Bonding, idle and antibonding d states in an open TiPt₃ framework

The crystal is a cubic framework in which each Ti touches six Pt and each Pt only two Ti. It is not the known close-packed TiPt₃, and the shares found below should not be carried over to that alloy. Energies count from the Fermi level, up to which states are filled. The shell columns split the density of states among atomic orbitals, summed over the one Ti and three Pt atoms of the cell.

Ansatz 0.2.0, scalar-relativistic PBE with PAW and no spin polarization, for cubic TiPt₃ (4-atom cell). Plane-wave cutoff 420 eV; k mesh 10×10×10 with 0.1 eV Gaussian smearing, 15×15×15 for the density of states. The latter uses tetrahedra and is averaged over 0.2 eV bins, every second one printed; shell columns are Löwdin projections.

```
energy from the Fermi level (eV)  density of states total (states/eV/cell)  density of states on Pt-5d (states/eV/cell)  density of states on Ti-3d (states/eV/cell)  density of states on Pt-6s (states/eV/cell)  density of states on Ti-4s (states/eV/cell)
                          -7.950                                     0.000                                        0.000                                        0.000                                        0.000                                        0.000
                          -7.550                                     0.000                                        0.000                                        0.000                                        0.000                                        0.000
                          -7.150                                     0.000                                        0.000                                        0.000                                        0.000                                        0.000
                          -6.750                                     0.000                                        0.000                                        0.000                                        0.000                                        0.000
                          -6.350                                     0.060                                        0.010                                        0.000                                        0.020                                        0.020
                          -5.950                                     0.580                                        0.130                                        0.010                                        0.210                                        0.180
                          -5.550                                     1.540                                        0.470                                        0.110                                        0.460                                        0.400
                          -5.150                                     1.850                                        0.780                                        0.250                                        0.410                                        0.330
                          -4.750                                     5.260                                        3.380                                        1.430                                        0.300                                        0.100
                          -4.350                                     6.470                                        4.510                                        1.450                                        0.400                                        0.050
                          -3.950                                     6.770                                        4.820                                        1.190                                        0.630                                        0.050
                          -3.550                                     2.960                                        2.110                                        0.540                                        0.210                                        0.050
                          -3.150                                     4.120                                        3.140                                        0.350                                        0.480                                        0.090
                          -2.750                                     9.560                                        8.240                                        0.480                                        0.640                                        0.080
                          -2.350                                    10.050                                        8.650                                        0.230                                        1.020                                        0.040
                          -1.950                                    11.490                                       10.420                                        0.350                                        0.480                                        0.130
                          -1.550                                    10.290                                        9.350                                        0.230                                        0.370                                        0.260
                          -1.150                                     9.260                                        8.600                                        0.130                                        0.350                                        0.130
                          -0.750                                     2.650                                        1.480                                        0.370                                        0.590                                        0.120
                          -0.350                                     1.030                                        0.310                                        0.200                                        0.350                                        0.100
                           0.050                                     2.810                                        1.040                                        0.490                                        1.120                                        0.060
                           0.450                                     3.770                                        1.010                                        1.530                                        1.030                                        0.070
                           0.850                                     4.660                                        1.120                                        2.470                                        0.750                                        0.160
                           1.250                                     3.130                                        0.740                                        1.690                                        0.400                                        0.140
                           1.650                                     3.250                                        0.710                                        1.850                                        0.370                                        0.100
                           2.050                                     5.860                                        1.330                                        3.770                                        0.350                                        0.080
                           2.450                                     3.170                                        0.630                                        1.820                                        0.250                                        0.080
                           2.850                                     2.430                                        0.460                                        1.390                                        0.240                                        0.100
                           3.250                                     1.840                                        0.250                                        0.670                                        0.240                                        0.120
```

1. Which shell dominates at -1.95 eV?

Pt-5d does, with 10.42 of the 11.49 states per eV. There are three Pt atoms to one Ti, and their d level lies deeper. Pt stands near the end of its transition row, where the poorly screened nucleus binds d electrons firmly, while Ti stands near the start of its own row.

2. Is the hump at -4.35 eV more of the same?

No. Pt-5d still leads there with 4.51, but Ti-3d has risen to 1.45, about 24% of the two d shells together. At -1.95 eV the same share is only 3%. The deeper states are therefore shared between the metals, as bonding states are.

3. Where is the antibonding partner?

A minimal model of lithium hydride, with one orbital on each atom and no overlap, shows what to look for. Its bonding state sits mostly on H with some Li, and its antibonding state mostly on Li with some H, in mirrored proportions. Here Pt plays the part of H, so the partner should lie among the empty states led by Ti-3d. In their tallest row, at 2.05 eV, Ti-3d has 3.77 and Pt-5d 1.33, a Pt share of 26%.

The match with the 24% of the hump supports mixing, though dividing overlapping orbitals between atoms is partly a convention. Empty Pt-5d states would be weak evidence by themselves, since a free Pt atom already has a hole in its d shell. What counts is that they lie among the Ti-3d states.

4. Why is the group around -1.95 eV so tall and so pure?

Here the comparison with a two-atom molecule ends. Each cell has fifteen Pt-5d orbitals but only five Ti-3d orbitals. A combination of Pt orbitals stays idle if its couplings to all five Ti orbitals cancel. Five conditions on fifteen amplitudes leave at least ten idle combinations, with room for 20 electrons. Ti-3d pushes them neither down nor up, so they stay between the bonding and the antibonding states. They also crowd together, because neighbouring Pt atoms are 3.33 Å apart and should couple only weakly with each other.

The rows from -2.75 to -1.15 eV hold 20.3 electrons. A wider cut, from -3.15 to -0.35 eV, holds 23.4. The count thus explains the size of the group, but its edges are too blurred for a sharp test.

5. How far apart were the two d levels before they mixed?

Let w be the minority share in each mixed state and S the distance between bonding and antibonding states. The bare Pt level is the average of the two mixed energies with weights 1 - w and w; for the bare Ti level the weights are exchanged. Subtracting the two averages gives the bare separation Δ:

Δ = S (1 - 2w)

Over the whole hump and all rows from 0.45 eV upward, which include the two rows used above, the minority shares are 24% and 29%. Before rounding, their mean is w ≈ 0.264, and the centres of the two groups lie S ≈ 5.9 eV apart:

Δ ≈ 5.9 eV × (1 - 0.53) ≈ 2.8 eV

The centres of the full Ti-3d and Pt-5d columns differ by 2.2 eV, so the model comes out nearly a third above this direct value. The direct value is itself somewhat low, because roughly a tenth of the Ti-3d states lie above the end of the table. Most of the excess lies on the Pt side. The model puts the bare level of the Pt combinations that mix near -2.7 eV, while the full Pt-5d column, which also holds the idle group, is centred near -2.2 eV.

6. What would one electron more or less do?

The Fermi level lies just above a valley in the density of states. If the bands stayed fixed, one more electron per cell would lift it by 0.3 eV, towards the states led by Ti-3d. One electron less would lower it by 0.6 eV, because the valley holds few states.

Putting V in place of Ti adds that electron but also changes the bands. The 3d level of V lies deeper, closer to Pt-5d, and at equal coupling closer levels share their states more evenly.

7. Which digits can be trusted?

The d electrons summed from the rows agree with the fillings of the run within 2%, so the spacing of the rows does little harm. Another way of dividing overlapping orbitals between the atoms could move the shares by more. The contrast between 24% and 3% is therefore safer than either number alone. The density exactly at the Fermi level is less secure: the calculation gives 3.30 states per eV, 17% above the average in the row at 0.05 eV. A steady rise would put it below that average, because the row is centred slightly above the Fermi level. So there is finer structure than the rows show, or numerical scatter. A magnetic moment, which this calculation excludes, could change the value further.

The detailed shape of the tall group between -2.75 and -1.15 eV deserves the least trust. Spin-orbit coupling is absent, and in an atom as heavy as Pt it is expected to rearrange the 5d levels noticeably within a group only about 2 eV wide.

Output of the analysis:

```
electrons per cell below the Fermi level, summed from the rows (34 expected): 34
share of Pt-6s and Ti-4s in the total, rows up to -5.55 eV, percent: 59.17
share of Pt-5d in the total, rows -2.75 to -1.15 eV, percent: 89.36
electrons per cell in rows -2.75 to -1.15 eV (counting gives at least 20, or 18 with Ti-4s): 20.26
electrons per cell in the wider cut, rows -3.15 to -0.35 eV: 23.38
Ti-3d share of the d states, rows -4.75 to -3.55 eV, percent: 23.73
Ti-3d share of the d states, rows -2.75 to -1.15 eV, percent: 3.042
Pt-5d share of the d states, rows 0.45 to 3.25 eV, percent: 29.15
distance between the centres of the lower hump and the upper d states, eV: 5.903
separation of the unmixed levels from the two-level model, eV: 2.782
Ti-3d centre less Pt-5d centre over all rows, eV: 2.157
Ti-3d electrons below the Fermi level, summed from the rows: 3.002
part of these in rows -4.75 to -3.55 eV, percent: 61.44
Ti-3d filling from the rows against the filling of the run, percent deviation: 1.901
Pt-5d filling from the rows against the filling of the run, percent deviation: -0.8701
Pt-6s filling from the rows against the filling of the run, percent deviation: -6.249
Pt-6s share of the total in row 0.05 eV, percent: 39.86
Pt-5d share of the total in row 0.05 eV, percent: 37.01
Ti-3d share of the total in row 0.05 eV, percent: 17.44
density of states at the Fermi level above the average of row 0.05 eV, percent: 17.27
total in row 0.05 eV divided by total in row -0.35 eV: 2.728
shift of the Fermi level for one electron more per cell, fixed bands, eV: 0.3289
shift of the Fermi level for one electron less per cell, fixed bands, eV: -0.6128
part of the total in row 3.25 eV that the four listed shells miss, percent: 30.43
```
